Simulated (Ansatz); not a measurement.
# Re: pressure and largest V_zz against volume scale

Results calculated with Ansatz 0.2.0, not measured. Periodic Kohn-Sham DFT of a crystal at fixed atoms, scaled to volume_scale times the given cell; pressure positive in compression, energy less spherical unpolarised free atoms, largest_vzz the field gradient of largest size among the nuclei.

The cell before it is scaled or strained (space group R-3m, No. 166):
```
cell vectors (Å)
   1.3839     0.7990     6.6986
  -1.3839     0.7990     6.6986
   0.0000    -1.5980     6.6986
atoms (fractions of the cell vectors)
Re  0.00000  0.00000  0.00000
Re  0.22217  0.22217  0.22217
Re  0.77783  0.77783  0.77783
```

Settings of every row: method frozen-core PAW; functional PBEsol; relativity scalar; k mesh 15x15x15; filling fermi-dirac; smearing width 0.05 eV; wave cutoff 420 eV; paw set soft_2.

Atom start moment: 0 on all atoms.

Limits: PAW files made with PBE; field gradient without spin-orbit coupling on heavy atoms; no gap: field gradients move with the k mesh; no spin-orbit coupling on heavy atoms; the cell comes from a prototype or a list of computed structures and needn't be the stable phase.

| row | volume scale | V (Å³/atom) | pressure (GPa) | largest V_zz (1e21 V/m^2) |
| --- | --- | --- | --- | --- |
| 1 | 0.94 | 13.925 | 19.255 | -8.723 |
| 2 | 0.96 | 14.221 | ? | ? |
| 3 | 0.98 | 14.517 | 1.15 | -8.429 |
| 4 | 0.99 | 14.666 | -2.786 | -8.349 |
| 5 | 1 | 14.814 | -6.511 | -8.264 |
| 6 | 1.01 | 14.962 | -10.035 | -8.175 |
| 7 | 1.02 | 15.11 | -13.369 | -8.082 |
| 8 | 1.04 | 15.406 | -19.502 | -7.886 |
| 9 | 1.06 | 15.703 | -24.98 | -7.681 |

Question: what pressure and largest V_zz should row 2 give?

Worked fit of pressure. Take u = (V_r/V)^(2/3) − 1 with V_r = 14.888 Å³ an atom, which is twice the finite (Eulerian) strain; such expansions in the strain, on which the Birch-Murnaghan equation of state is built, carry the rest volume and the bulk modulus. The shown rows have u = 0.04559, 0.01697, 0.01007, 0.00333, -0.0033, -0.00982, -0.02254, -0.03491. Least squares give pressure = −8.3069 + 532.401 × u + 1578.37 × u² GPa; a straight line predicts inner rows, each left out in turn, worse (root mean square 0.81 against 0.02 GPa). The rows lie off it by 0.009, -0.032, 0.000, 0.006, 0.012, 0.014, 0.003, -0.011 (root mean square 0.014 GPa). The pressure vanishes at u = 0.0149, or V = 14.56 Å³ an atom, and there the bulk modulus at fixed shape and fractions is B = −V dP/dV = (2/3)(1 + u) dP/du = 392 GPa. Letting shape and atoms relax would as a rule lower it, by much in layered, chain or molecular crystals. The withheld row has u = 0.03103, so the fit gives −8.3069 + 532.401 × (0.03103) + 1578.37 × (0.03103)² = 9.733 GPa.

The calculation gave 9.705 GPa. The fit lies 0.028 GPa (0.063 % of the column's range) above it; its largest miss of a shown row is 0.032 GPa.

Worked fit of largest V_zz. Take t = volume scale − 1. The shown rows have t = -0.06, -0.02, -0.01, 0, 0.01, 0.02, 0.04, 0.06. Least squares give largest V_zz = −8.263 + 8.693 × t + 17.09 × t² 1e21 V/m^2; a straight line predicts inner rows, each left out in turn, worse (root mean square 0.02 against 0.0014 1e21 V/m^2). The rows lie off it by 0.000, 0.001, -0.001, -0.001, -0.001, 0.000, 0.002, -0.001. The withheld row has t = -0.04, so the fit gives −8.263 + 8.693 × (-0.04) + 17.09 × (-0.04)² = -8.583 1e21 V/m^2.

The calculation gave -8.577 1e21 V/m^2. The fit lies 0.006 1e21 V/m^2 (0.58 % of the column's range) below it; its largest miss of a shown row is 0.002 1e21 V/m^2.
